Band gaps of cubic perovskites ABC₃ (space group Pm-3m), computed with Ansatz 0.2.0 using PBE, plane waves and PAW, without spin polarisation, in cells relaxed with r2SCAN. The cutoff is 420 eV and the Fermi-Dirac smearing width 0.02 eV. A band gap of zero marks a metal or semimetal.

```tsv
formula	element on site A	Z A	element on site B	Z B	element on site C	Z C	volume per atom (Å³)	shortest distance (Å)	k mesh	band gap, PBE (eV)	least direct gap, PBE (eV)	gap kind, PBE	valence top at, PBE	conduction bottom at, PBE
NaZnCl3	Na	11	Zn	30	Cl	17	22.93	2.429	6×6×6	1.686	2.277	indirect	R	Gamma
NaCdCl3	Na	11	Cd	48	Cl	17	27.59	2.584	6×6×6	1.891	2.700	indirect	R	Gamma
NaCdBr3	Na	11	Cd	48	Br	35	32.63	2.732	6×6×6	0.847	1.422	indirect	R	Gamma
KZnCl3	K	19	Zn	30	Cl	17	23.53	2.450	6×6×6	1.611	2.119	indirect	R	Gamma
RbZnCl3	Rb	37	Zn	30	Cl	17	24.08	2.469	6×6×6	1.538	1.968	indirect	R	Gamma
RbZnBr3	Rb	37	Zn	30	Br	35	28.92	2.624	6×6×6	0.199	0.674	indirect	R	Gamma
RbCdI3	Rb	37	Cd	48	I	53	42.15	2.975	4×4×4	0.000	0.196	none	n/a	n/a
```

Q: Three elements can be swapped in these crystals: the alkali metal, the zinc or cadmium, and the halogen. Which one has the most say over the band gap?

A: The halogen, by a wide margin. Replacing chlorine by bromine lowers the gap by more than 1 eV in both pairs where nothing else is swapped. In the chlorides, going from zinc to cadmium, or from sodium to rubidium, moves it by only 0.1 to 0.2 eV; the table has no such pair among the bromides. The usual explanation, which the gaps alone cannot prove, starts from the filled bands just below the gap. They come mainly from halide p orbitals, and bromine holds its p electrons less tightly than chlorine. The valence band therefore rises towards the empty band, which belongs mostly to the s orbital of zinc or cadmium.

Q: Can I get that 1 eV without a band calculation?

A: You can get its size. Assume that the empty metal level stays where it is and that the halide p level shifts as it does in the free atom. The energy needed to remove an electron is roughly 13 eV for chlorine and 12 eV for bromine, as I recall the values. The gap should then change by $12-13=-1$ eV. The calculated changes are −1.04 eV in the sodium cadmium pair and −1.34 eV in the rubidium zinc pair, so the order of size is right. The estimate is a small difference of two rounded numbers, though, and it cannot tell the two pairs apart. Nor need the empty level stay put: the bonds to bromine are about 0.15 Å longer, which may lower it.

Q: Before we come to that difference, why is the gap indirect?

A: The labels Γ and R say how an electron wave continues from cell to cell. At Γ it repeats with the same sign, while at R the sign flips at each step along every axis. Now look at a metal atom with a halide on its left and another on its right. At Γ their p orbitals point the same way, so one turns its positive lobe to the metal and the other its negative lobe, and their overlaps with the round s orbital cancel. At R one of them is reversed and the overlaps add. This mixing pushes the empty s band up at R, which leaves its lowest point at Γ.

The filled band also climbs from Γ to R, by 0.4 to 0.8 eV, and so has its top there. Two pushes can lift halide p levels at R: one comes from the filled d orbitals of the metal, the other from neighbouring halides. RbZnBr₃ offers a clue, because the band occupations show three bands sharing the top. The d orbitals push hardest on p orbitals that point at the metal, but by symmetry these cannot form a set of three at R. The top is therefore made of p orbitals lying sideways to the bond, and the push between neighbouring halides is the likelier cause. For the other crystals the question stays open, and NaCdCl₃ fits this cause badly: its chlorides lie about 0.2 Å farther apart than those in NaZnCl₃, which should weaken their push, yet its filled band climbs by 0.8 eV instead of 0.6 eV.

In this one-electron picture, light absorbed without the help of a lattice vibration must bring at least the direct gap, not just the smaller indirect one.

Q: And how does this explain why the two bromine swaps differ?

A: It splits the gap into two pieces that can be followed separately. In the six crystals with a gap, the least direct gap lies at Γ, so

$$E_\text{gap}=E_\Gamma-\Delta_v ,$$

where $E_\Gamma$ is the direct gap and $\Delta_v$ is the height of the valence top at R above the valence level at Γ. This is exact bookkeeping, so it tests no theory, but it shows where a change happens.

At Γ the two swaps are almost the same: the direct gap falls by 1.28 eV in one pair and by 1.29 eV in the other. The difference sits in the valence band. In the sodium cadmium pair $\Delta_v$ shrinks by 0.23 eV, which gives back part of the loss, whereas in the rubidium zinc pair it hardly moves. The atomic estimate fails here because it knows only one p level and not how that level spreads into a band. Two pairs are too few to make the agreement at Γ a rule.

Q: Could I simply rank the materials by bond length, with longer bonds meaning smaller gaps?

A: That works among the three zinc chlorides, where the bond grows by 0.04 Å from sodium to rubidium and the gap falls by 0.15 eV. It fails as soon as the metal changes. NaCdCl₃ has longer bonds than any of the zinc chlorides, and yet it has the widest gap in the table, 0.2 eV above that of NaZnCl₃.

A better measure may be how tightly the metal ion fits its cage. Even at Γ, the filled s orbitals of the halides push the empty metal s level up, and they do so more strongly in a tight fit. The cadmium ion is larger than the zinc ion by roughly 0.2 Å, but the bond grows by only 0.155 Å, so cadmium seems to sit a little tighter. Rubidium does the reverse: it widens the cage around the same zinc ion. This reading suits both trends, but it remains a conjecture, because each swap also changes the ion itself. A free cadmium atom, for instance, holds its outer s electrons a little less tightly than a zinc atom does, and that alone would place the empty band higher.

Q: RbCdI₃ has a gap of zero but a direct gap of 0.196 eV. Is it a metal?

A: In this calculation it is a semimetal. The valence top at R lies 0.27 eV above the conduction bottom at Γ, so the bands overlap in energy although they stay apart at each point taken by itself. The k mesh of this row is coarser but contains both Γ and R, so it misses neither band edge. A finer mesh could still change the size of the overlap.

The functional is another matter. PBE is known to make gaps too small, often by 1 eV or more in halides, and that is much more than this overlap. Spin-orbit coupling, which is left out, works the other way: it usually raises the top of an iodide valence band and so narrows the gap. I would therefore not call the real compound a metal until a hybrid functional with spin-orbit coupling has been tried.

Q: Which digits may I use if I have to choose a material?

A: Use the second decimal only to compare these calculations with one another, and do not lean on the third, since no test with a higher cutoff or a finer k mesh is shown. As a prediction of a measured gap, even the first digit is unsafe, because the PBE error can be 1 eV or more. The cells are also model structures held in the cubic shape. A real crystal may tilt its octahedra, or give zinc four neighbours instead of six, and either could shift the gap by more than the 0.07 to 0.08 eV between neighbouring alkali metals. The lowering from chloride to bromide is the result I would rely on, since it is large in both pairs and the p levels of the free atoms point the same way. The order of the three alkali metals I would check again in the structure that actually forms.
